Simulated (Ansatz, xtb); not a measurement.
# Two conformers of BFH2NS

Structure I is `FBN[S]`, a doublet and structure II is `FBN[S]`, a doublet. Both are isolated molecules in the gas phase, relaxed with B3LYP-D3(BJ)/def2-SVP.

I (Å):

```yaml
atoms:
  - { symbol: B, position_ang: [-0.9134, 0.5464, 0.7488] }
  - { symbol: F, position_ang: [-1.3226, 1.5878, 0.0471] }
  - { symbol: N, position_ang: [0.4529, 0.1289, 0.6935] }
  - { symbol: S, position_ang: [1.6841, 0.8340, -0.2039] }
  - { symbol: H, position_ang: [-1.6882, -0.0622, 1.4429] }
  - { symbol: H, position_ang: [0.7206, -0.6803, 1.2529] }
```

II (Å):

```xyz
6

B     0.7549    1.0207   -1.2497
F    -0.1661    1.9526   -1.0253
N     0.6485   -0.2022   -0.5194
S     1.6982   -1.5022   -0.6491
H     1.6397    1.2075   -2.0381
H    -0.1245   -0.3101    0.1400
```

Energies in hartree; the thermal terms are from B3LYP-D3(BJ)/def2-SVP harmonic frequencies (ideal gas, rigid rotor, one conformer each, 298.15 K, 1 atm) and include the zero-point energy:

```
                              I           II
E, CCSD(T)/def2-SVP  −577.655475  −577.656483
    E, MP2/def2-SVP  −577.608474  −577.609659
  E, MP2/def2-TZVPP  −578.127755  −578.129201
  zero-point energy     0.033133     0.032990
       H(298 K) − E     0.038482     0.038466
       G(298 K) − E     0.004914     0.004836
```

Correct the CCSD(T) difference for the basis set by the MP2 change, then work out ΔE, ΔE₀, ΔH and ΔG for I → II in kJ/mol (1 Eh = 2625.50 kJ/mol) and the equilibrium ratio [II]/[I].

1. Differences II − I: CCSD(T) −0.001008, MP2 in the small set −0.001185, MP2 in the large set −0.001446 Eh.
2. ΔE = −0.001008 + (−0.001446 − (−0.001185)) = −0.001269 Eh = −3.33 kJ/mol.
3. ΔE₀ = ΔE + ΔZPE = −0.001269 + (−0.000143) Eh = −3.71 kJ/mol.
4. ΔH = ΔE + (−0.000016) Eh = −3.37 kJ/mol.
5. ΔG = ΔE + (−0.000078) Eh = −3.54 kJ/mol, so ΔS = (ΔH − ΔG)/T = +0.5 J/(mol K).
6. kT = 0.9442 mEh, so K = [II]/[I] = exp(−ΔG/kT) = exp(+1.43) ≈ 4.2.

The two are too close for this level to say which is favoured. An error of 4 kJ/mol in ΔG would change K by a factor of 5. Mirror images and further conformers aren't counted.

Other levels gave ΔE = −2.7 (B3LYP-D3(BJ)/def2-SVP); −3.5 (HF/def2-SVP); −3.1 (MP2/def2-SVP); −2.6 (CCSD(T)/def2-SVP) kJ/mol. Open shells are spin-unrestricted. The correlated steps freeze 8 core orbitals. Programs: Ansatz 0.2.0.

The two structures are planar rotamers about the B–N bond: fluorine and sulfur lie on the same side in I and on opposite sides in II. Every electronic-structure level listed gives a slight lean towards II. It is already present at Hartree–Fock, which suggests that electrostatics and Pauli repulsion matter more here than a difference in correlation energy. In I the lone pairs of fluorine and sulfur face each other, whereas II turns fluorine towards the positively polarised N–H hydrogen, probably gaining a weak electrostatic attraction rather than a true hydrogen bond.

The gap stays small because rotation by half a turn leaves the π framework largely intact. In both forms nitrogen can donate into the empty boron p orbital and also interact with the sulfur-centred radical π orbital. The similar bonding and rigidity also explain why the zero-point and thermal terms nearly cancel. Partial B–N double bonding should hinder interconversion, but these two minima alone do not show how quickly the equilibrium ratio would be reached.
